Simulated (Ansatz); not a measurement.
# From SnH(OH)3 to SnHBr3: predicting a member

Gas-phase molecules. On one Sn centre that keeps H, n of the OH ligands are replaced by Br. The HOMO–LUMO gap y in eV at wB97M-V/def2-TZVPP. Shapes: PBE0-D4/def2-TZVP. Flexible molecules stand in one conformer, not always the lowest. Programs: Ansatz 0.2.0.

```
  molecule  n  y (eV)
  SnH(OH)3  0   12.06
SnH(OH)2Br  1   11.35
SnH(OH)Br2  2       ?
    SnHBr3  3   10.21
```

Q: Fit y = c + s·n to the known rows and predict SnH(OH)Br2.

A: 
1. Means of the 3 rows: n = 1.33333, y = 11.207.
2. Σ(Δn)² = 4.6667, Σ(Δn·Δy) = -2.8467, so the slope is -2.8467/4.6667 = -0.61.
3. Intercept: 11.207 − (-0.61) × 1.33333 = 12.020. The largest residual of the fit is 0.060.
4. SnH(OH)Br2: 12.020 + (-0.61) × 2 = 10.80 eV.

The run gave 10.66 eV, so the prediction is off by +0.14 eV, more than the largest residual. The step per swap changes from -0.71 to -0.45 eV along the series, so a line misses the bend. Other levels give for SnH(OH)Br2: SPW92/def2-TZVPP 4.19; PBE-D4/def2-TZVPP 4.31; r2SCAN0-D4/def2-TZVPP 6.85 eV. Orbital gaps aren't excitation energies, and the LUMO depends on the basis. For atoms past krypton def2 sets carry core potentials with scalar relativity. Relativity is left out for Br.

Replacing OH by Br narrows the gap at every step, from 12.06 to 10.21 eV. The likely main cause is a falling LUMO: the Sn–Br bond is longer and weaker than Sn–O, with poorer overlap, so its σ* level, mixed with Sn 5s and 5p, lies lower. The occupied edge should be mostly ligand lone pair, O 2p or Br 4p, and probably shifts less.

The first two swaps lower the gap almost equally, and the bend comes with the third. That swap removes the last oxygen lone pair, so the HOMO may change from O-based to Br-based character there, though a conformer effect in the OH-bearing members could contribute as well. With three points and two parameters, the largest residual was never a fair measure of the prediction error.

The much wider wB97M-V gap for SnH(OH)Br2 probably reflects its full long-range exact exchange. Since the other levels are given for this member only, they don't show whether the slope or the bend survives a change of functional.
